**Relativistic 2p levels of Ne²⁺ and Ne³⁺ with a scaled speed of light**

The table holds 2p1/2 and 2p3/2 eigenvalues, mean radii and their energy gap from spherical, spin-unpolarised Dirac Kohn-Sham atoms (Quantum ESPRESSO ld1.x, LDA-PZ, point nucleus), with the speed of light multiplied by 1, 3, 5 and 10. The program tests the first-order $1/f^2$ scaling against the rounding of the table, a screened hydrogenic gap $\tfrac34\alpha^2 Z Z^{*3}/24$ without fitted constants, and the shift of the $(2j+1)$-weighted level. The fitted exponent is 2.00 for both ions, and the departures of about 3 % at factor 10 are of the size of the rounding. The gap model lies 22 % and 15 % below the table with $Z^*$ from the mean radius, 6 % and 3 % below with $Z^*$ from the mean inverse radius, and it overestimates the ratio 1.140 between the ions. The mean level rises by 0.011 eV in Ne²⁺ and 0.002 eV in Ne³⁺, opposite in sign to the one-electron limit, while the 1s and 2s shells of Ne²⁺ contract by 0.165 % and 0.168 %.

Ne²⁺ and Ne³⁺ as spherical all-electron atoms, computed with Quantum ESPRESSO ld1.x 7.5: Dirac Kohn-Sham, LDA (Slater exchange, Perdew-Zunger correlation), no spin polarisation, point nucleus. Open-shell electrons are shared between 2p1/2 and 2p3/2 in proportion to 2j+1. The speed of light is multiplied by the factor shown; factor 1 is the physical value.

## Program and output

```python
# Table: 2p1/2, 2p3/2 eigenvalues (eV), mean radii (bohr) and gap of Ne2+, Ne3+; ld1.x Dirac Kohn-Sham, LDA-PZ,
# spherical, unpolarised, speed of light times f. Tested: 1/f^2 scaling, screened hydrogenic gap, shift of mean level.
T = {
    'ion': ['Ne2+', 'Ne2+', 'Ne2+', 'Ne2+', 'Ne3+', 'Ne3+', 'Ne3+', 'Ne3+'],
    'Z': [10, 10, 10, 10, 10, 10, 10, 10],
    'charge': [2, 2, 2, 2, 3, 3, 3, 3],  # e
    'N': [8, 8, 8, 8, 7, 7, 7, 7],
    'configuration': ['[He] 2s2 2p4', '[He] 2s2 2p4', '[He] 2s2 2p4', '[He] 2s2 2p4', '[He] 2s2 2p3', '[He] 2s2 2p3', '[He] 2s2 2p3', '[He] 2s2 2p3'],
    'light_speed_factor': [1.0, 3.0, 5.0, 10.0, 1.0, 3.0, 5.0, 10.0],
    'dirac_eigenvalue_2p12': [-55.024, -54.953, -54.947, -54.945, -80.725, -80.635, -80.627, -80.624],  # eV
    'dirac_eigenvalue_2p32': [-54.888, -54.938, -54.942, -54.943, -80.569, -80.617, -80.621, -80.623],  # eV
    'dirac_mean_radius_2p12': [0.81022, 0.81143, 0.81153, 0.81157, 0.75312, 0.75422, 0.75431, 0.75435],  # bohr
    'dirac_mean_radius_2p32': [0.81186, 0.81162, 0.8116, 0.81159, 0.75449, 0.75437, 0.75437, 0.75436],  # bohr
    'gap': [0.136, 0.0151, 0.0054, 0.0014, 0.1551, 0.0172, 0.0062, 0.0015],  # eV
}
import numpy as np
from scipy.constants import alpha, physical_constants
Ha = physical_constants['Hartree energy in eV'][0]
col = lambda k, s: np.array([v for v, i in zip(T[k], T['ion']) if i == s], float)
ions, Z, h = ['Ne2+', 'Ne3+'], T['Z'][0], 5e-5
inv_r = {'Ne2+': 1.638578, 'Ne3+': (1.73398 + 2*1.733811)/3}  # further outputs: <1/r>, non-rel. run; f=5 run
D = {}
print('Gap against gap(f=1)/f^2; rounding of gap 0.00005 eV')
for s in ions:
    f, g = col('light_speed_factor', s), col('gap', s)
    for a, b in zip(f, g):
        print(f'{s} f={a:.0f}: gap*f^2 {b*a*a:.4f} +- {h*a*a:.5f} eV, residual {b-g[0]/a**2:+.6f} eV ({100*(b*a*a/g[0]-1):+.1f} %)')
    p = -np.polyfit(np.log(f), np.log(g), 1, w=g)[0]
    lo, hi = np.max((g-h)*f*f), np.min((g+h)*f*f)
    print(f'{s}: exponent {p:.3f}; rounding needs coefficient above {lo:.5f} and below {hi:.5f} eV')
    assert 1.95 < p < 2.05
    r1, r3 = col('dirac_mean_radius_2p12', s), col('dirac_mean_radius_2p32', s)
    D[s] = dict(g=g[0], e1=col('dirac_eigenvalue_2p12', s)[0], e3=col('dirac_eigenvalue_2p32', s)[0], r1=r1[0], r3=r3[0],
                k1=np.polyfit(f**-2, r1, 1), k3=np.polyfit(f**-2, r3, 1))
E = lambda k: (1 + (Z*alpha/(2-k+np.sqrt(k*k-(Z*alpha)**2)))**2)**-0.5/alpha**2
bare = Z**4*alpha**2/32
print(f'Bare Z={Z} hydrogenic gap {bare*Ha:.4f} eV; next order adds {100*((E(2)-E(1))/bare-1):.2f} %')
print('Radii fitted as r0 + slope/f^2 (bohr, rounding 0.000005); Ne2+ non-rel. run 0.811586')
for s in ions:
    d = D[s]; d['r0'] = (d['k1'][1] + 2*d['k3'][1])/3
    print(f"{s}: r0 {d['k1'][1]:.5f}, {d['k3'][1]:.5f}; slope 2p1/2 {d['k1'][0]:+.5f}, 2p3/2 {d['k3'][0]:+.5f}, mean {(d['k1'][0]+2*d['k3'][0])/3:+.5f}")
    print(f"{s}: radius split {d['r3']-d['r1']:.5f} bohr = {100*(d['r3']-d['r1'])/d['r0']:.3f} %; gap/|e| {100*d['g']/abs(d['e3']):.3f} %")
    assert d['k1'][0] < 0 < d['k3'][0]
print('Gap model (3/4) alpha^2 Z Zs^3/24, no fitted constant')
for s in ions:
    d = D[s]
    d['z'] = (5/d['r0'], 4*inv_r[s], (32*d['g']/Ha/alpha**2)**0.25)
    d['m'] = [0.75*alpha**2*Z*z**3/24*Ha for z in d['z'][:2]]
    print(f"{s}: charge from <r> {d['z'][0]:.2f}, from <1/r> {d['z'][1]:.2f}, from gap (Z^4 law) {d['z'][2]:.2f}")
    print(f"{s}: table {d['g']:.4f} eV; from <r> {d['m'][0]:.4f} ({100*(d['m'][0]/d['g']-1):+.0f} %), from <1/r> {d['m'][1]:.4f} ({100*(d['m'][1]/d['g']-1):+.0f} %)")
a, b = D['Ne2+'], D['Ne3+']
print('Rise of charge Ne2+ to Ne3+: ' + ', '.join(f'{y-x:.2f}' for x, y in zip(a['z'], b['z'])))
print(f"Gap ratio Ne3+/Ne2+: table {b['g']/a['g']:.3f}, from <r> {b['m'][0]/a['m'][0]:.3f}, from <1/r> {b['m'][1]/a['m'][1]:.3f}")
print(f"Radius ratio {a['r0']/b['r0']:.4f}; gap goes as <r> to the power {-np.log(b['g']/a['g'])/np.log(a['r0']/b['r0']):.2f}")
assert 1 < b['g']/a['g'] < b['m'][1]/a['m'][1] < b['m'][0]/a['m'][0]
# further outputs of the same runs, unrounded (eV, bohr)
nr, e12, e32 = -54.94397, -55.02402, {1: -54.88798, 3: -54.93776, 5: -54.94173, 10: -54.94341}
print(f'Ne2+ f=1 against non-rel.: 2p1/2 {e12-nr:+.4f}, 2p3/2 {e32[1]-nr:+.4f} eV')
print('Ne2+ 2p3/2 shift*f^2 (eV): ' + ', '.join(f'{(v-nr)*k*k:.4f}' for k, v in e32.items()))
S2 = (e12 + 2*e32[1])/3 - nr
print(f"Ne2+ spin-orbit shares {-2*a['g']/3:+.4f}, {a['g']/3:+.4f} eV; mean level shift {S2:+.4f} eV = {S2/a['g']:+.3f} gap")
c5 = (-80.62732 - 2*80.62112)/3  # Ne3+ mean level at f=5
u, v = b['e1'] + 2*b['g']/3, b['e3'] - b['g']/3
Slo = (max(u-5e-4-2*h/3, v-5e-4-h/3) - c5)/(1-1/25)
Shi = (min(u+5e-4+2*h/3, v+5e-4+h/3) - c5)/(1-1/25)
print(f"Ne3+ mean level shift between {Slo:+.4f} and {Shi:+.4f} eV = about {(Slo+Shi)/2/b['g']:+.3f} gap")
print(f'Hydrogenic ion: mean shift {-7/12:+.3f} gap, 2p1/2 {-5/4:+.2f}, 2p3/2 {-1/4:+.2f} gap')
assert 0 < Slo <= Shi < S2
print(f'Ne2+ 1s: radius {100*(0.158588/0.1588498-1):+.3f} %, level {-876.3428+875.2396:+.3f} eV')
print(f'Ne2+ 2s: radius {100*(0.8330871/0.8344876-1):+.3f} %, level {-77.69183+77.54239:+.3f} eV')
print(f'Ne2+ ionisation energy: Dirac minus non-rel. {67.52401-67.53074:+.4f} eV, Dirac minus measured {67.52401-63.4233:+.2f} eV')
print(f'Ne2+ ionisation energy minus (-e of 2p3/2): {67.52401+e32[1]:.2f} eV')
```

Printed output:

```
Gap against gap(f=1)/f^2; rounding of gap 0.00005 eV
Ne2+ f=1: gap*f^2 0.1360 +- 0.00005 eV, residual +0.000000 eV (+0.0 %)
Ne2+ f=3: gap*f^2 0.1359 +- 0.00045 eV, residual -0.000011 eV (-0.1 %)
Ne2+ f=5: gap*f^2 0.1350 +- 0.00125 eV, residual -0.000040 eV (-0.7 %)
Ne2+ f=10: gap*f^2 0.1400 +- 0.00500 eV, residual +0.000040 eV (+2.9 %)
Ne2+: exponent 2.001; rounding needs coefficient above 0.13595 and below 0.13605 eV
Ne3+ f=1: gap*f^2 0.1551 +- 0.00005 eV, residual +0.000000 eV (+0.0 %)
Ne3+ f=3: gap*f^2 0.1548 +- 0.00045 eV, residual -0.000033 eV (-0.2 %)
Ne3+ f=5: gap*f^2 0.1550 +- 0.00125 eV, residual -0.000004 eV (-0.1 %)
Ne3+ f=10: gap*f^2 0.1500 +- 0.00500 eV, residual -0.000051 eV (-3.3 %)
Ne3+: exponent 2.002; rounding needs coefficient above 0.15505 and below 0.15500 eV
Bare Z=10 hydrogenic gap 0.4528 eV; next order adds 0.33 %
Radii fitted as r0 + slope/f^2 (bohr, rounding 0.000005); Ne2+ non-rel. run 0.811586
Ne2+: r0 0.81158, 0.81159; slope 2p1/2 -0.00136, 2p3/2 +0.00027, mean -0.00027
Ne2+: radius split 0.00164 bohr = 0.202 %; gap/|e| 0.248 %
Ne3+: r0 0.75436, 0.75436; slope 2p1/2 -0.00124, 2p3/2 +0.00013, mean -0.00033
Ne3+: radius split 0.00137 bohr = 0.182 %; gap/|e| 0.193 %
Gap model (3/4) alpha^2 Z Zs^3/24, no fitted constant
Ne2+: charge from <r> 6.16, from <1/r> 6.55, from gap (Z^4 law) 7.40
Ne2+: table 0.1360 eV; from <r> 0.1059 (-22 %), from <1/r> 0.1275 (-6 %)
Ne3+: charge from <r> 6.63, from <1/r> 6.94, from gap (Z^4 law) 7.65
Ne3+: table 0.1551 eV; from <r> 0.1319 (-15 %), from <1/r> 0.1511 (-3 %)
Rise of charge Ne2+ to Ne3+: 0.47, 0.38, 0.25
Gap ratio Ne3+/Ne2+: table 1.140, from <r> 1.245, from <1/r> 1.185
Radius ratio 1.0759; gap goes as <r> to the power -1.80
Ne2+ f=1 against non-rel.: 2p1/2 -0.0800, 2p3/2 +0.0560 eV
Ne2+ 2p3/2 shift*f^2 (eV): 0.0560, 0.0559, 0.0560, 0.0560
Ne2+ spin-orbit shares -0.0907, +0.0453 eV; mean level shift +0.0106 eV = +0.078 gap
Ne3+ mean level shift between +0.0021 and +0.0022 eV = about +0.014 gap
Hydrogenic ion: mean shift -0.583 gap, 2p1/2 -1.25, 2p3/2 -0.25 gap
Ne2+ 1s: radius -0.165 %, level -1.103 eV
Ne2+ 2s: radius -0.168 %, level -0.149 eV
Ne2+ ionisation energy: Dirac minus non-rel. -0.0067 eV, Dirac minus measured +4.10 eV
Ne2+ ionisation energy minus (-e of 2p3/2): 12.64 eV
```
